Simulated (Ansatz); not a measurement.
Ligand exchange: H2 + InH(SH)2 → H2S + InH2(SH)

Species: H2 (hydrogen), singlet; InH(SH)2, singlet; H2S (hydrogen sulfide) `S`, singlet; InH2(SH), singlet. The partners trade H for SH: H–H and In–SH bonds give way to H–SH and In–H.

Shapes, held fixed at every level: PBE0-D4/def2-TZVP. Flexible molecules stand in one conformer, not always the lowest. Programs: Ansatz 0.2.0. The zero-point and thermal change to 298 K, harmonic and unscaled (PBE0-D4/def2-TZVP), is +1.2 kJ/mol.

(1) Estimate ΔH(298 K) of this reaction.

Answers

(1) The highest level, CCSD(T)/def2-TZVPP, gives ΔH(298 K) = +72.7 kJ/mol; the levels span +52.9 to +84.3. The column of differences is taken from that level and isn't an error. No measured value is set beside it here. For atoms past krypton def2 sets carry core potentials with scalar relativity. Correlated rows may include outer-core shells of In, which these sets cover unevenly.

| level | kind | ΔH(298 K) (kJ/mol) | less CCSD(T)/def2-TZVPP |
| --- | --- | --- | --- |
| HF/def2-SVP | Hartree–Fock | +52.9 | -19.8 |
| HF/def2-TZVPP | Hartree–Fock | +58.7 | -14.0 |
| BHLYP-D4/def2-TZVPP | global hybrid | +72.9 | +0.2 |
| MP2/def2-SVP | perturbation theory | +73.5 | +0.8 |
| MP2/def2-TZVPP | perturbation theory | +84.3 | +11.6 |
| CCSD/def2-SVP | coupled cluster or CI | +61.2 | -11.5 |
| CCSD/def2-TZVPP | coupled cluster or CI | +67.7 | -5.0 |
| CCSD(T)/def2-TZVPP | coupled cluster or CI | +72.7 | 0.0 |

Hydrogenolysis of the In–SH bond is clearly endothermic at every level, so the enthalpy favours the reverse reaction, in which H2S converts an indium hydride to the thiolate and releases H2. The forward reaction gives up the strong H–H bond and a polar In–S bond for an S–H bond and a comparatively weak, hydridic In–H bond; the new S–H bond doesn't make up the loss.

Correlation raises the cost, which suggests that it stabilises the reactants more, probably because the sulfur lone pairs and the indium shells correlate across the In–S contact that is lost. MP2 exaggerates this effect in the larger basis, while CCSD falls short of the value with triples. The close match of MP2/def2-SVP to CCSD(T) is therefore a cancellation between method and basis errors, as its rise to +84.3 kJ/mol in def2-TZVPP shows. Hartree–Fock, MP2 and CCSD all move upwards with the larger basis, so the coupled-cluster value may not yet be converged with respect to basis size.
